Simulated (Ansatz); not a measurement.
# How methods differ on CH3F (fluoromethane)

CH3F: 5 atoms, total charge 0, spin state singlet. As SMILES, `CF`. The shape was relaxed beforehand at B3LYP/def2-SVP.

| atom | x (Å) | y (Å) | z (Å) |
| --- | --- | --- | --- |
| C | -0.0402 | 0.0261 | 0.0062 |
| F | 1.1016 | -0.7153 | -0.1698 |
| H | -0.9275 | -0.6273 | -0.0576 |
| H | -0.1095 | 0.8027 | -0.7752 |
| H | -0.0242 | 0.5138 | 0.9963 |

Quantity: the dissociation energy of the F2–C1 bond into doublet F and doublet CH3 (shapes relaxed at B3LYP/def2-SVP, no zero-point term), in eV. The values are calculated.

```tsv
level	kind	program	value (eV)	less CCSD(T)/def2-TZVPP
SVWN5/def2-TZVPP	LDA	Ansatz	6.20	+1.38
BLYP/def2-TZVPP	GGA	Ansatz	4.95	+0.13
r2SCAN/def2-TZVPP	meta-GGA	Ansatz	4.77	-0.05
CAM-B3LYP/def2-TZVPP	range-separated hybrid	Ansatz	4.94	+0.12
B2PLYP/def2-TZVPP	double hybrid	Ansatz	4.87	+0.05
RPA@PBE/def2-TZVPP	RPA	Ansatz	4.48	-0.34
MP2/def2-TZVPP	perturbation theory	Ansatz	5.13	+0.31
CCSD(T)/def2-TZVPP	coupled cluster or CI	Ansatz	4.82	0.00
```

CCSD(T)/def2-TZVPP is the highest level here, not the true value. The values span 4.48 to 6.20 eV. Measured bond enthalpies also hold zero-point and thermal terms, a few tenths of an eV less.

Every method describes a strong C–F bond, but SVWN5 stands apart, overbinding by 1.38 eV relative to CCSD(T). The strength comes from good σ overlap between carbon and the compact fluorine 2p orbital, reinforced by the large electronegativity difference, which adds ionic character. Homolysis gives up both contributions and leaves two neutral radicals. The LDA excess probably arises because the local functional describes exchange less well in the separated fragments than in the molecule, an imbalance that gradient corrections largely remove.

BLYP, r2SCAN, CAM-B3LYP and B2PLYP all fall close to the coupled-cluster value, whereas MP2 lies above it and RPA below. Agreement therefore doesn't improve steadily with formal sophistication, and an explicit treatment of correlation doesn't by itself guarantee a balanced description of bond breaking. Because correlation of the broken electron pair converges slowly with basis size, the coupled-cluster energy would probably rise in a larger basis, so the small offsets among the four closest functionals don't establish a ranking of their accuracy.
